# Energy effect of one ring: the four-ring of biphenylene

**Conventions.** The Hückel model is nearest-neighbour tight binding, $H=\alpha+\beta A$, with $\beta<0$ and $A$ the adjacency matrix of the $n$-site carbon graph $G$. Levels are $\alpha+x_j\beta$, the $x_j$ being the roots of $P(G,x)=\det(x-A)$. A neutral alternant (bipartite) system has levels paired as $\pm x_j$ and $E_\pi=n\alpha+E\beta$ with $E=\sum_j|x_j|$. Larger $E$ means more binding.

**Energy from polynomials.** Since $\int_0^\infty\ln\frac{y^2+a^2}{y^2+b^2}dy=\pi(|a|-|b|)$, two real monic polynomials of equal degree obey the Coulson–Jacobs formula
$$E_1-E_2=\frac2\pi\int_0^\infty\ln\left|\frac{P_1(iy)}{P_2(iy)}\right|dy .$$
A complex root counts with the modulus of its real part.

**Switching off one cycle.** In the Sachs expansion of the determinant, the terms containing cycle $Z$ sum to $-2P(G-Z,x)$, where $G-Z$ lacks the $z$ atoms of $Z$ ($P=1$ if none remain). Removing them gives the reference $P_{\rm ref}=P(G)+2P(G-Z)$, and
$$ef(Z)=E-E_{\rm ref}=\frac2\pi\int_0^\infty\ln\left|\frac{P(G,iy)}{P(G,iy)+2P(G-Z,iy)}\right|dy ,$$
positive for stabilisation.

**Sign rule.** With $m$ nonzero pairs, $P(G,iy)=i^nB_G$, $B_G=y^{n-2m}\prod_{j=1}^m(y^2+x_j^2)>0$ for $y>0$. $G-Z$ is also alternant, so with $r=B_{G-Z}/B_G>0$
$$ef(Z)=-\frac2\pi\int_0^\infty\ln|1+2i^{-z}r|\,dy .$$
For $z=4k$ the argument is $1+2r>1$, so $ef<0$ always. For $z=4k+2$ it is $|1-2r|$, below 1 wherever $r<1$, so $r<1$ for all $y$ suffices for $ef>0$.

**Smallest model: bare rings.** Put $u=x^2$, $w=y^2$.

- Four-ring: $P=u^2-4u$, $E=4$. $P_{\rm ref}=u^2-4u+2$ has $u=2\pm\sqrt2$, so $E_{\rm ref}=2\sqrt{4+2\sqrt2}$. Here $r=1/[w(w+4)]$.
- Six-ring: $P=(u-1)^2(u-4)$, $E=8$. $P_{\rm ref}=(u-2)(u^2-4u+1)$ gives $E_{\rm ref}=2\sqrt2+2\sqrt6$. Here $r=1/[(w+1)^2(w+4)]\le1/4$.

Both signs match the rule.

**Biphenylene.** Two hexagons joined by two link bonds enclose the four-ring. Two mirror planes split $A$ into four three-site chains with unit hopping and diagonal $(\sigma+\tau,0,\tau)$, $\sigma,\tau=\pm1$. Multiplying their cubics,
$$P(G)=(u^3-9u^2+18u-9)(u^3-5u^2+6u-1),$$
$$E=4+8\cos\frac\pi9+8\cos\frac{2\pi}7 .$$
Deleting the four-ring leaves two four-site chains, $P(G-Z)=(u^2-3u+1)^2$, so
$$P_{\rm ref}=u^6-14u^5+71u^4-166u^3+184u^2-84u+11 .$$
It has four positive roots and the pair $u=1.89\pm0.47i$, so the reference is not the spectrum of any Hermitian Hamiltonian. The roots and the integral give the same $ef$.

The last column uses a typical sp² carbon hopping $|\beta|=2.7$ eV and holds the model's values.

| cycle | $E$ | $E_{\rm ref}$ | $ef$ | $ef\,\lvert\beta\rvert$ (eV) |
|---|---|---|---|---|
| bare four-ring | 4 | 5.226 | −1.226 | −3.3 |
| bare six-ring | 8 | 7.727 | 0.273 | 0.74 |
| four-ring in biphenylene | 16.505 | 16.665 | −0.160 | −0.43 |

The four-ring stays destabilising but is 7.7 times weaker. In the bare ring two zero modes make $r$ diverge at $y=0$. Biphenylene has none, and $r(0)=1/9$.

For one of its hexagons $G-Z$ is a six-ring, with $B_{G-Z}=w^3+6w^2+9w+4$. Every coefficient of
$$B_G=w^6+14w^5+69w^4+154w^3+162w^2+72w+9$$
is larger than its counterpart, so $r<1$ everywhere, $r(0)=4/9$, and $ef>0$.

**Limits.** The sign rule is exact within the model, while the magnitudes depend on the inputs. The link bonds of biphenylene are typically longer than the other bonds. With an assumed link hopping $t\beta$, $t=0.85$, in $A$, the cycle term becomes $2t^2P(G-Z)$ and $ef$ shrinks to −0.12. A hopping fitted to heats of formation is smaller, typically about 0.8 eV, and turns −0.160 into −0.13 eV, so a thermochemical reading of the last column is roughly threefold too large. Electron repulsion and σ strain lie outside the model, and $ef$ is a partition of the model's π energy, not an observable.